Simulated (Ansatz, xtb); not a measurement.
Relative energy of two isomers of C2H10Ge2O

Structure a is `C[CH2][GeH2][O][GeH3]`, a singlet and structure b is `C[O][Ge@H]([CH3])[GeH3]`, a singlet. Both are isolated molecules in the gas phase, relaxed with B3LYP-D3(BJ)/def2-SVP, each in the lowest conformer that the search found.

a (Å):

```xyz
15

C     1.4360    0.7435    0.9013
C     0.1886    1.5952    0.6510
Ge   -0.9120    0.9282   -0.8369
Ge   -2.2476   -1.5034    0.8255
O    -1.3223   -0.7886   -0.5188
H     1.1679   -0.3028    1.1168
H     2.0215    1.1217    1.7553
H     2.1010    0.7343    0.0222
H     0.4566    2.6419    0.4257
H    -0.4536    1.6265    1.5477
H    -2.2260    1.7382   -0.9747
H    -0.1323    0.9050   -2.1680
H    -3.6090   -0.7810    0.9628
H    -2.4414   -2.9883    0.4715
H    -1.4455   -1.3531    2.1401
```

b (Å):

```xyz
15

C    -1.0804    2.5583   -0.1642
C     0.2667   -0.5518   -2.8283
Ge    0.5497    0.5687   -1.2524
Ge    0.7533   -0.7257    0.8163
O    -0.9337    1.5858   -1.1676
H    -2.0395    3.0802   -0.3177
H    -1.0960    2.1220    0.8551
H    -0.2752    3.3203   -0.1869
H     1.7671    1.5193   -1.4288
H    -0.6104   -1.1964   -2.6732
H     1.1478   -1.1836   -3.0149
H     0.0887    0.0870   -3.7059
H    -0.4920   -1.6175    1.0115
H     0.8943    0.1846    2.0555
H     1.9972   -1.6414    0.7563
```

Quicker runs give these differences E(b) − E(a): GFN2-xTB +11.3 kcal/mol; HF/STO-3G −3.9 kcal/mol (at GFN2-xTB geometries); r2SCAN-D4/def2-SVP +8.1 kcal/mol (at GFN2-xTB geometries).

Question: Estimate which is lower in electronic energy at CCSD(T)/def2-SVP + ΔMP2/def2-TZVPP, and by roughly how much.

Answer: The CCSD(T)/def2-SVP + ΔMP2/def2-TZVPP calculation puts structure a lower, by 11.3 kcal/mol.

The same difference at several levels:

```
                             level               geometry  E(b) − E(a) (kcal/mol)  departure from the last row (kcal/mol)  job, with rough time for the two
                          GFN2-xTB               GFN2-xTB                     +11.3                                     0.0              optimisation, 0.36 s
                         HF/STO-3G               GFN2-xTB                      −3.9                                   −15.3              single point, 0.64 s
                r2SCAN-D4/def2-SVP               GFN2-xTB                      +8.1                                    −3.2               single point, 4.8 s
             B3LYP-D3(BJ)/def2-SVP  B3LYP-D3(BJ)/def2-SVP                      +9.1                                    −2.2             optimisation, 1.8 min
                       HF/def2-SVP  B3LYP-D3(BJ)/def2-SVP                     +13.4                                    +2.1           part of the CCSD(T) run
                      MP2/def2-SVP  B3LYP-D3(BJ)/def2-SVP                     +15.0                                    +3.7           part of the CCSD(T) run
                  CCSD(T)/def2-SVP  B3LYP-D3(BJ)/def2-SVP                     +13.1                                    +1.8                      single point
CCSD(T)/def2-SVP + ΔMP2/def2-TZVPP  B3LYP-D3(BJ)/def2-SVP                     +11.3                                                     single point, 2.2 min
```

As drawn, b has 1 C–O, 1 Ge–Ge, 1 C–H in place of 1 C–C, 1 Ge–O, 1 Ge–H.

HF/STO-3G puts the two in the other order. The largest departure from CCSD(T)/def2-SVP + ΔMP2/def2-TZVPP is that of HF/STO-3G, 15.3 kcal/mol. The last row adds to CCSD(T) the change of the MP2 difference between the two basis sets, here −1.8 kcal/mol.

With thermal terms from frequencies at re-optimised GFN2-xTB minima (ideal gas, soft modes damped towards free rotors, one conformer each, 298.15 K, 1 atm): the zero-point term adds +0.5 kcal/mol; ΔH is +12.6 and ΔG +10.9 kcal/mol.

The correlated steps freeze 21 core orbitals; the filled d shell of Ge is correlated, in a basis made for valence electrons. Mirror images aren't counted in ΔG. Codes used: Ansatz 0.2.0, xtb 6.7.1; the last row on 4 threads of Arm Neoverse V1 on a shared host.

The ethyl digermoxane a lies below the methoxydigermane b, and the thermal terms leave that order intact. The preference probably comes mainly from keeping both germanium centres bound to oxygen. Ge–O bonds are strong and highly polar because of the large electronegativity difference, whereas b gives one up and gains a comparatively weak, nearly nonpolar Ge–Ge bond. Replacing Ge–H by the stronger C–H bond works the other way, which helps explain why the net gap is moderate.

The reversed order at HF/STO-3G points to the minimal basis rather than to missing correlation, since Hartree–Fock in def2-SVP already favours a by 13.4 kcal/mol. Without polarisation functions or split valence shells, the charge redistribution in the Ge–O bonds is poorly described. Correlation changes the difference little overall at CCSD(T)/def2-SVP, which suggests that its contributions to the two bonding patterns largely cancel. The energy gap concerns thermodynamic preference only and says nothing about the barrier to interconversion.
